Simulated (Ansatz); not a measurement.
## Ge: the change of pressure and energy above lowest point with volume scale

Results calculated with Ansatz 0.2.0, not measured. Free energy against uniform scaling of the volume at fixed shape and fractions; periodic cell, basis, potentials, k mesh and filling as listed.

The cell before it is scaled or strained (space group P6_3/mmc, No. 194):
```
CELL_PARAMETERS angstrom
3.99760 0.00000 0.00000
-1.99880 3.46200 0.00000
0.00000 0.00000 6.59940
ATOMIC_POSITIONS crystal
Ge 0.66667 0.33333 0.06290
Ge 0.33333 0.66667 0.56290
Ge 0.66667 0.33333 0.43710
Ge 0.33333 0.66667 0.93710
```

Settings of every row: functional r2SCAN; dispersion none; potentials PAW; wave cutoff 600 eV; density cutoff 2400 eV; k mesh 7x7x4; k shift 0x0x0; occupations methfessel paxton; smearing width 0.15 eV; spin none.

Limits: coarse k mesh, up to 40 meV an atom off; the cell comes from a prototype or a list of computed structures and needn't be the stable phase.

| row | volume scale | V (Å³/atom) | pressure (GPa) | energy above lowest point (meV/atom) |
| --- | --- | --- | --- | --- |
| 1 | 0.9 | 20.55 | 9.56 | 61.1 |
| 2 | 0.925 | 21.121 | 6.61 | 32.4 |
| 3 | 0.95 | 21.692 | 4.06 | 13.5 |
| 4 | 0.975 | 22.263 | 1.85 | 3.1 |
| 5 | 1 | 22.833 | -0.07 | 0 |
| 6 | 1.025 | 23.404 | ? | ? |
| 7 | 1.05 | 23.975 | -3.01 | 11.6 |
| 8 | 1.075 | 24.546 | -4.26 | 24.6 |
| 9 | 1.1 | 25.117 | -5.34 | 41.7 |

Question: what pressure and energy above lowest point should row 6 give?

Worked fit of pressure. Take u = (V_r/V)^(2/3) − 1 with V_r = 22.548 Å³ an atom, which is twice the finite (Eulerian) strain; such expansions in the strain, on which the Birch-Murnaghan equation of state is built, carry the rest volume and the bulk modulus. The shown rows have u = 0.06381, 0.04455, 0.02614, 0.00852, -0.00834, -0.04008, -0.05503, -0.06941. Least squares give pressure = 0.879 + 113.2 × u + 352 × u² GPa; a straight line predicts inner rows, each left out in turn, worse (root mean square 0.54 against 0.052 GPa). The rows lie off it by 0.02, -0.01, -0.02, -0.02, -0.03, 0.08, 0.02, -0.06 (root mean square 0.04 GPa). The withheld row has u = -0.02453, so the fit gives 0.879 + 113.2 × (-0.02453) + 352 × (-0.02453)² = -1.69 GPa.

The calculation gave -1.67 GPa. The fit lies 0.02 GPa (1.2 % of the value, 0.13 % of the column's range) below it; its largest miss of a shown row is 0.08 GPa.

Worked fit of energy above lowest point. Take u = (V_r/V)^(2/3) − 1 with V_r = 22.548 Å³ an atom, which is twice the finite (Eulerian) strain; such expansions in the strain, on which the Birch-Murnaghan equation of state is built, carry the rest volume and the bulk modulus. The shown rows have u = 0.06381, 0.04455, 0.02614, 0.00852, -0.00834, -0.04008, -0.05503, -0.06941. Least squares give energy above lowest point = 0.71 + 183.1 × u + 11570 × u² + 6173 × u³ meV/atom; a parabola predicts inner rows, each left out in turn, worse (root mean square 0.43 against 0.046 meV/atom). All shown rows lie on it to the printed digit. Its lowest point lies at u = -0.0080, or V = 22.82 Å³ an atom, and the curvature there gives the bulk modulus at fixed shape and fractions, B = (4/9)(1 + u)² E″(u)/V = 70.2 GPa. Letting shape and atoms relax would as a rule lower it, by much in layered, chain or molecular crystals. The withheld row has u = -0.02453, so the fit gives 0.71 + 183.1 × (-0.02453) + 11570 × (-0.02453)² + 6173 × (-0.02453)³ = 3.1 meV/atom.

The calculation gave 3.2 meV/atom. The fit lies 0.1 meV/atom (3.1 % of the value, 0.16 % of the column's range) below it, one unit of the last digit.
